**Question**

A europium atom replaces one boron atom in cubic boron nitride, and the cell carries one extra electron. At each nucleus the surrounding charge makes an electric field gradient, which is what splits the levels of a nucleus with a quadrupole moment. Its largest principal component is called $V_{zz}$. On the nitrogen atoms that touch europium its size is almost $10^{22}$ V/m², and on the next nitrogen shell it is about thirty times smaller.

Ansatz 0.2.0, plane-wave PAW with default datasets, PBE, scalar-relativistic, collinear spin; cutoff 420 eV, 3x3x3 k-point mesh. Cubic BN in a 54-atom supercell with one B replaced by Eu, charge -1, ions relaxed in the fixed cell. Vzz is the principal field gradient of largest magnitude, and the asymmetry is (Vxx - Vyy)/Vzz.

| atom | like atoms | distance from the defect (Å) | site moment (muB) | Vzz (1e21 V/m^2) | asymmetry | potential at the nucleus less that at the nearest site of the element (V) |
| --- | --- | --- | --- | --- | --- | --- |
| Eu1 | 1 | 0.00 | 6.01 | 0.00 | n/a | 0.00 |
| N28 | 4 | 1.98 | -0.02 | -8.83 | 0.00 | 0.00 |
| B2 | 12 | 2.60 | 0.00 | 0.69 | 0.37 | 0.00 |
| N33 | 12 | 3.00 | 0.00 | -0.30 | 0.09 | 2.29 |
| B15 | 6 | 3.63 | 0.00 | -0.10 | 0.66 | 0.52 |
| N29 | 6 | 3.95 | 0.00 | -2.52 | 0.10 | 1.76 |
| B5 | 4 | 4.44 | 0.00 | 0.04 | 0.00 | 0.58 |
| B9 | 4 | 4.44 | 0.01 | 0.00 | n/a | 0.64 |
| N54 | 1 | 4.71 | 0.00 | 0.00 | n/a | 2.36 |
| N41 | 4 | 4.71 | 0.00 | 0.10 | 0.00 | 2.33 |

(a) Can the charge of the defect, seen from a distance, account for the gradient on the nearest nitrogen, N28?

(b) What makes this gradient so large and negative, while the nearest boron, B2, has a small one?

(c) Why does the gradient come back on N29, which lies farther out than N33?

**Model answer**

(a) Treat the defect as one bare negative charge at the europium site. Its potential at distance $r$ is $-e/(4\pi\varepsilon_0 r)$, and the second derivative along the line to the defect is

$$V_{zz}=-\frac{2e}{4\pi\varepsilon_0 r^3}.$$

With $e/(4\pi\varepsilon_0)=14.4$ V Å and $r=1.98$ Å this gives $-28.8/7.76=-3.7$ V/Å², or $-0.37\times10^{21}$ V/m². The calculation gives $-8.83\times10^{21}$ V/m², about 24 times as much. Taken alone, the distant charge is therefore a minor part of the answer. It also distorts the electrons of the atom it acts on, which can enlarge its effect many times. But a common enlargement would leave the fall with $1/r^3$ in place, and N33 would then have more than a quarter of the gradient of N28. It has about a thirtieth.

The factor $1/r^3$ also shows where to look instead. An electron half an ångström from the nucleus weighs $(2/0.5)^3=64$ times as much as one at two ångström. What counts is the atom's own 2p shell, and above all whether it is filled evenly in all directions. In the perfect host each atom has four equal bonds pointing to the corners of a tetrahedron, the uneven parts cancel, and the gradient is zero. A defect produces a large gradient where it upsets this balance.

(b) N28 has lost one of its four boron partners and has europium in its place. Europium is large and binds mostly ionically, so it pushes the nitrogen away and shares few electrons with it. The relaxed N28 sits 0.41 Å farther from the defect than in the perfect host. If its three remaining borons are taken at their host places, it has risen from 0.52 Å below their plane to only 0.11 Å below it.

A nitrogen that lies almost flat among three borons uses its in-plane orbitals for the bonds. The 2p orbital perpendicular to that plane points at europium. It is expected to keep its electrons as a lone pair, because each of these borons already has four bonds and no empty 2p orbital to take them up. The threefold axis through europium and N28 forces the asymmetry to zero and puts $V_{zz}$ along that axis, whatever the bonding. The evidence is in the sign: a negative $V_{zz}$ means that electron charge is in surplus along the axis, as a lone pair would make it. No orbital occupations are printed, so the lone pair remains an inference.

B2 keeps all four of its nitrogen partners. Its bonds are strained, but none has been exchanged, and its gradient is only $0.69\times10^{21}$ V/m². On the boron shells farther out the gradient is smaller still. The main contrast near the defect is thus between an atom that has changed a bonding partner and one that has merely been distorted.

(c) Two things set N29 apart: the periodic copies of the defect, and its place in the network of bonds. Around an isolated defect there would be twelve such sites, but the cell holds six, because each lies equally far from two defects: the original and its periodic copy. N29 is the middle atom of the shortest chain of bonds between them, Eu–N28–B2–N29–B2–N28–Eu. The cell was not allowed to expand and is left under high pressure, and both N28 atoms have moved inward along this chain. The likely cause of the large gradient is that the disturbance from both ends reaches N29 and makes its four bonds unequal.

Sharing alone is not enough. The two defects are equivalent as seen from N29, so if their effects simply add, each supplies half of the gradient, and half is still about four times the value at N33. The path must matter too. From europium to N29 the bonds run in a flat zigzag, in which the B2–N29 bond is parallel to the Eu–N28 bond in the host lattice. The way to N33 also leads through N28 and B2, but then turns out of that plane. A push on N28, or charge from its lone pair, is expected to act most strongly along the flat zigzag; the table does not separate the two.

The potential at the nucleus confirms that the surroundings of N29 are unusual. It is 0.53 V lower than at N33, although N33 is closer to the negative defect, and bare charges at all the defect sites, copies included, would give the opposite order. Among the nitrogen sites a lower potential goes with a larger gradient in exact order (though the zero on N54 is forced by symmetry and tests nothing), whereas distance gets N29 and N33 the wrong way round. Both quantities respond to the charge close to the nucleus, which the distance from europium does not describe.

**Remarks on the reasoning**

The estimate in (a) contains no adjusted constant, and the printed output after this text applies it to N28, B2 and N29. It does worst on N29, where the computed gradient is 54 times that of one bare charge. On B2 even the sign differs. A candidate who fits a $1/r^3$ curve through the table has therefore missed the point: the cube law holds for a remote charge, and these gradients are made at home.

In (c), the sharing of N29 by two defects is a matter of counting, but strain as the cause is an inference; extra charge between the two defects could also contribute. A good answer notices an objection: N33 also has two B2 neighbours, and its gradient is eight times smaller than that of N29. Touching a displaced boron is thus not enough; the course of the bonds from europium should matter as well. A larger cell, in which N29 belongs to one defect only, would test this: N29 should still have a clearly larger gradient than N33. Until then its value should not be quoted for an isolated europium atom.

A second objection is that N29 has kept its host distance from europium, as if nothing had moved. That distance is a poor witness. The positions were relaxed within the fixed cell, and an atom that shifts sideways hardly changes its distance from the defect, and such a shift of a boron neighbour can still change the bonds at N29.

Zeros need care as well. At Eu1 and N54 the tetrahedral symmetry forces the gradient to vanish, whatever the charges do. N54 is also equally far from four defects, so its zero is no evidence that the disturbance has died out. The small gap makes the gradients sensitive to the mesh, and the order of the smallest values deserves little weight. The argument rests on N28 and N29, which stand well clear of the other nitrogen sites.

One question about the electronic state remains open. The cell has a spin moment of 7 $\mu_\mathrm{B}$, but the europium site holds only 6.01 $\mu_\mathrm{B}$, and the other sites do not make up the difference. A total of 7 is what divalent europium with a half-filled 4f shell would have, and the missing part may simply be spin density outside the region counted as europium. Six 4f electrons and one unpaired electron elsewhere would give the same total. No occupations are printed to decide between the two, and a semilocal functional is not a reliable judge. The lone-pair argument does not need the number of f electrons, but the exact sizes of the gradients on N28 and N29 may depend on which of the two holds.

Printed output of the fit:

```
Shells in the perfect host and in this cell:
  row  host distance (angstrom)  outward shift (angstrom)  like sites around an isolated defect  defects at the same distance
  Eu1                         0                         0                                     1                             1
  N28                      1.57                    0.4099                                     4                             1
   B2                     2.564                     0.036                                    12                             1
  N33                     3.007                 -0.006557                                    12                             1
  B15                     3.626                  0.003956                                     6                             1
  N29                     3.951                 -0.001389                                    12                             2
   B5                     4.441                -0.0009783                                    12                             3
   B9                     4.441                -0.0009783                                    12                             3
  N54                      4.71                -0.0003688                                     4                             4
  N41                      4.71                -0.0003688                                    12                             3
Depth of N28 below the plane of its three borons, perfect host (angstrom): 0.5234
Depth of N28 below the same plane after relaxation (angstrom): 0.1135
Bare-charge estimate of Vzz at N28 (1e21 V/m^2): -0.371
Bare-charge estimate of Vzz at B2 (1e21 V/m^2): -0.1639
Bare-charge estimate of Vzz at N29, one defect (1e21 V/m^2): -0.04673
Computed Vzz over bare-charge estimate at N28: 23.8
Computed Vzz over bare-charge estimate at B2: -4.211
Computed Vzz over bare-charge estimate at N29: 53.93
Ratio of Vzz, N28 to N33: 29.43
Ratio of Vzz, N29 to N33: 8.4
Ratio of Vzz, N28 to N29: 3.504
Potential of N29 less that of N33 (V): -0.53
Rank correlation of size of Vzz with potential, five nitrogen rows: -1
Rank correlation of size of Vzz with distance, five nitrogen rows: -0.8
Cell moment less the sum over all site moments (muB): 1.03
Largest possible rounding error of that sum (muB): 0.27
```
